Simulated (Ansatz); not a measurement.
**Computed against measured: atomisation enthalpy at 298 K**

6 molecules; the atomisation enthalpy at 298 K in kJ/mol, computed less measured. Shapes, held fixed at every level: PBE0-D4/def2-TZVP. Flexible molecules stand in one conformer, not always the lowest. Thermal terms are harmonic and unscaled (PBE0-D4/def2-TZVP); the spin-orbit lowering of the free atoms is taken from their spectra. Programs: Ansatz 0.2.0. Measured values: Active Thermochemical Tables, CRC Handbook of Chemistry and Physics, NIST-JANAF tables.

Levels: A = HF/def2-TZVPP; B = wB97M-V/def2-TZVPP; C = CCSD(T)/def2-TZVPP.

```tsv
molecule	from tabulated heats	A	B	C
CHCl2F (dichlorofluoromethane)	1541	-545	+10	-60
SiH4 (silane)	1288	-277	+9	-14
C2F3N (cyanotrifluoromethane)	2640	-1003	+15	-96
C3H4O2 (methylglyoxal)	3792	-1189	+8	-114
C3H8O2 (1,2-propanediol)	4823	-1426	+3	-128
C4H8Cl2 (1,4-dichlorobutane)	5037	-1348	+12	-131
```

Problem. Sum up the errors.

Solution. 
| level | kind | mean error | mean absolute error | worst case |
| --- | --- | --- | --- | --- |
| HF/def2-TZVPP | Hartree–Fock | -964.7 | 964.7 | C3H8O2 |
| wB97M-V/def2-TZVPP | range-separated hybrid | +9.5 | 9.5 | C2F3N |
| CCSD(T)/def2-TZVPP | coupled cluster or CI | -90.5 | 90.5 | C4H8Cl2 |

On this set wB97M-V/def2-TZVPP has the smallest mean absolute error and HF/def2-TZVPP the largest. HF/def2-TZVPP is too low in 6 of 6; wB97M-V/def2-TZVPP is too high in 6 of 6; CCSD(T)/def2-TZVPP is too low in 6 of 6. The heats of C2F3N, C4H8Cl2 come from older tables and can be uncertain by 10 kJ/mol or more. For HF/def2-TZVPP and CCSD(T)/def2-TZVPP the error grows with the size of the molecule. Hartree–Fock lacks correlation and underbinds. Correlated wave functions converge slowly with the basis. The set is small.

The coupled-cluster deficit probably reflects the triple-zeta basis more than the treatment of correlation. Such a basis describes the short-range cusp between electrons poorly, and the loss is greater in the molecule, where bonding creates new close electron pairs, than in the separated atoms. wB97M-V needs no explicit expansion of that cusp and was fitted partly to thermochemical data, so its lead here does not make it the better method at the basis-set limit.

Size alone does not set the Hartree–Fock error. SiH4 and CHCl2F each have four single bonds, yet the errors are -277 and -545 kJ/mol. This suggests that compact, lone-pair-rich halogens add much more correlation energy on bonding than hydrogen does. C4H8Cl2 also breaks the size trend, with a smaller error than the slightly smaller C3H8O2, whose polar C–O and O–H bonds probably cost more. Hartree–Fock errors therefore would not cancel reliably in reactions that change bond types.
